**Q:** A vanadium ion has taken the place of barium in BaTiO₃, and the cell carries one positive charge. Where do the two unpaired electrons sit?

Ansatz 0.2.0, spin-polarised PBE with plane waves (cutoff 420 eV), default scalar-relativistic PAW datasets with responding cores, and a 3×3×3 k-point mesh. BaTiO₃ with V on a Ba site, charge +1, two unpaired electrons, 20-atom supercell, ions relaxed. The hyperfine constant is A in H = A I·S, from the contact spin density alone.

| atom | like atoms | distance from the defect (Å) | site moment (muB) | mass number | isotropic hyperfine constant (MHz) |
| --- | --- | --- | --- | --- | --- |
| V1 | 1 | 1.03 | 1.33 | 51 | -113.8 |
| O11 | 4 | 2.48 | 0.00 | 17 | 1.3 |
| O18 | 1 | 2.84 | -0.02 | 17 | 1.2 |
| O9 | 4 | 2.88 | 0.00 | 17 | -0.7 |
| O17 | 1 | 3.03 | 0.00 | 17 | -2.3 |
| O19 | 2 | 3.03 | 0.00 | 17 | -0.3 |
| Ti5 | 2 | 3.26 | 0.01 | 47 | -0.1 |
| Ti7 | 2 | 3.47 | 0.03 | 47 | -0.2 |
| Ba3 | 2 | 3.96 | 0.00 | 137 | -1.0 |
| Ba2 | 1 | 4.01 | 0.00 | 137 | 0.8 |

**A:** On the vanadium. The site moment is the surplus of one spin direction inside a small region around an atom, and V1 has 1.33 muB of it. No other atom exceeds 0.03 muB in size. This is the picture of a V³⁺ ion with two parallel d electrons and no Ti³⁺ beside it.

The site moments add up to about 1.4 muB, while the whole cell holds 2 muB. The remaining spin lies outside the small regions, where the table assigns it to no atom. Most of it probably belongs to the outer parts of the vanadium d orbitals, so 1.33 is not a count of vanadium electrons. A semilocal functional such as PBE also tends to spread a defect state too far.

**Q:** The hyperfine constant of V1 is by far the largest in size too. But why is it negative when the moment is positive?

**A:** Because the two columns look at different places. The moment collects spin over the whole region of the atom, whereas the isotropic hyperfine constant $A$ senses only the spin density exactly at the nucleus. A d orbital vanishes there, so the unpaired electrons contribute nothing directly as long as they are purely d-like.

They act through the inner s electrons, which do reach the nucleus. Exchange makes an s electron with the same spin as the d shell repel it a little less than its opposite-spin partner does. The two s orbitals then differ slightly in shape and no longer cancel at the nucleus. In 3d ions the net surplus left there has the opposite spin, an effect called core polarisation.

Hydrogen is the simpler case to hold beside this. Its single 1s electron sits on the nucleus and puts a density of $1/\pi$, about 0.32 per cubic bohr, there with its own spin. At V1 the density is about 0.19 per cubic bohr with the opposite spin. The comparison ends at the contact density, for hydrogen has no core that could be polarised.

**Q:** Can I estimate the size of $A$ for vanadium without a computer?

**A:** Yes, by treating the contact spin as a magnetic field on the nucleus. A rough, recalled rule for 3d ions puts this field at −10 T per unpaired electron, the minus sign meaning opposite to the moment. Setting the energy of the nucleus in the field $B$ equal to the hyperfine energy gives

$$A = \frac{g_n\,\mu_N B}{S}.$$

Here $g_n$ is the nuclear g factor, roughly 1.5 for ⁵¹V, and $\mu_N$ is the nuclear magneton, roughly 7.6 MHz per tesla. Two unpaired electrons mean a total spin $S = 1$ and a field of −20 T. The estimate is therefore $1.5 \times 7.6 \times (-20) = -228$ MHz.

The calculation gives −113.8 MHz, so the sign agrees and the size is half that of the rule. The rule comes from experience with other 3d ions, and the V1 row had no part in setting it.

**Q:** Who is wrong by the factor of two, the rule or the calculation?

**A:** Perhaps both. Semilocal functionals are known to underestimate core polarisation, which makes the computed size too small. The rule, for its part, assumes an ion whose unpaired electrons are purely d-like.

This vanadium may not be so pure. It has moved about 1 Å away from the barium site, and in such a lopsided place symmetry allows 4s character to mix into some of the d orbitals. Whether the occupied ones are among them, the table does not say. A 4s electron acts as in hydrogen, directly and with its own spin, and a full one would give roughly 4200 MHz in an $S=1/2$ atom. About 5 percent of an electron's spin in 4s would be enough to close the whole gap. How the two causes share it is a guess.

**Q:** What would change if the nucleus were another isotope, or another element?

**A:** For another isotope the electrons stay as they are, and $A$ simply follows the nuclear g factor. With ⁵⁰V, whose factor is roughly 0.56, the constant would fall to about −42 MHz. The spin density at the nucleus would be the same.

For another element the sign needs care, because ¹⁷O and ⁴⁷Ti have negative nuclear g factors. O11 and Ba3 show what this does: their constants are 1.3 and −1.0 MHz, yet both correspond to a contact density of about −0.004 per cubic bohr. So divide by the nuclear g factor before you compare elements. The output printed below does this for every row, and the lead of V1 over the next nucleus shrinks from a factor of 49 to one of 25.

The same reasoning carries over to a titanium ion that holds an unpaired d electron. Core polarisation would again leave opposite spin at the nucleus, but the negative g factor would turn it into a positive $A$. Ti5 and Ti7 are no test of this, because they hold almost no moment of their own.

**Q:** Then the oxygen values should at least fall off with distance from the defect.

**A:** They do not follow the distance column. O17 and O19 both stand at 3.03 Å, yet their constants are −2.3 and −0.3 MHz. Even with the rounding taken at its worst, they differ in size by a factor of six. No smooth curve through that column can pass through both. Contact values this small are uncertain by their own size, however, so this is a statement about the printed numbers and not yet about the material.

The reason to look for first is the zero of the distance. It is the barium site, which the vanadium has left; the ions were relaxed in a cell of fixed size, so they need not sit at ideal lattice positions. O17 lies on the line along which the vanadium moved. Its true separation from the vanadium is therefore either about 2.0 Å or about 4.1 Å, depending on the direction of the move.

Contact spin also reaches an oxygen nucleus by a route that distance alone does not describe. It depends on how the oxygen orbitals overlap with the d orbitals of the vanadium, the empty ones included, hence on direction as well as length. A fair study of decay would sort the oxygens by their bonds to vanadium. It would also use a larger cell, since here the next vanadium image is only 6.9 Å away.

**Q:** I have read that magnetic coupling to a distant nucleus falls as $1/r^3$. Is that not in the table?

**A:** That law belongs to the dipolar part, the ordinary field of one small magnet at the place of another. It averages to zero over all directions, whereas $A$ is the part that survives the average. A measured spectrum of a crystal contains both.

For an oxygen near the vanadium they may well be similar in size. If the whole spin is treated as a point magnet on the vanadium, an ¹⁷O nucleus 2.0 Å away has a dipolar coupling of about 1.3 MHz. The largest oxygen constant in the table is 2.3 MHz in size. An oxygen line should therefore not be assigned from the isotropic constant alone.

**Q:** If I wanted to recognise this defect in a sample, which digits would I rely on?

**A:** Rely on the contrast and, where an experiment can determine it, on the sign at vanadium. With two unpaired electrons in so distorted a place, the ion may show no line at all in an ordinary spin-resonance spectrum. Where it does, the spectrum usually gives only the size of $A$. One nucleus has a constant of the order of 100 MHz, and every other one stays at a few MHz or below. Errors of the functional may well change the vanadium value by tens of percent or even a factor of two, so the last digits of −113.8 have no use in an assignment. The real size is more likely above the computed one than below it. Contrast and sign point to a vanadium ion with unpaired d electrons, but they would be expected on another lattice site too, so they do not prove that it sits in place of barium.

For the other nuclei I would keep only the statement that their contact coupling is weak. Each value is a small remainder of nearly cancelling spin densities, and its uncertainty is as large as the value itself. At Ti5, rounding alone amounts to half of the printed −0.1 MHz. Neither the order of the oxygens nor their signs should decide between two models of the defect.

Printed output of the fit:

```
Contact spin density from A and nuclear g:
  row  nuclear g  density in 0.001 per bohr^3  site moment in muB
   V1        1.5                       -189.8               1.333
  O11      -0.76                        -4.28           -0.004382
  O18      -0.76                        -3.95            -0.01963
   O9      -0.76                        2.304          -0.0004355
  O17      -0.76                        7.572            0.004223
  O19      -0.76                       0.9876           -0.002325
  Ti5      -0.32                       0.7819             0.01162
  Ti7      -0.32                        1.564             0.02756
  Ba3       0.62                       -4.035           0.0007885
  Ba2       0.62                        3.228            0.000752
Sum of all site moments in the cell (muB): 1.374
Spin of the cell outside the site regions (muB): 0.6257
Largest size of A away from V (MHz): 2.3
Size of A at V over the largest elsewhere: 49.48
Size of contact spin density at V over the largest elsewhere: 25.07
Contact field at V per unpaired electron (T): -4.991
A of V from the rough rule of -10 T per unpaired electron (MHz): -228
Computed A of V over the rule: 0.4991
Parallel 4s spin that alone would close the gap to the rule (percent of an electron): 5.438
Size of A at O17 over that at O19 at equal printed distance: 7.667
Smallest such ratio that rounding allows: 6.429
V to O17 if O17 is on the near side (angstrom): 2
V to O17 if O17 is on the far side (angstrom): 4.06
V to O18 if O18 is on the near side (angstrom): 1.81
V to O18 if O18 is on the far side (angstrom): 3.87
Point-dipole coupling of 17O at the near distance of O17 (MHz): 1.343
Point-dipole coupling of 17O at the far distance of O17 (MHz): 0.1606
A of V if the nucleus were 50V (MHz): -42.49
Rounding uncertainty of A at Ti5 (percent): 50
```
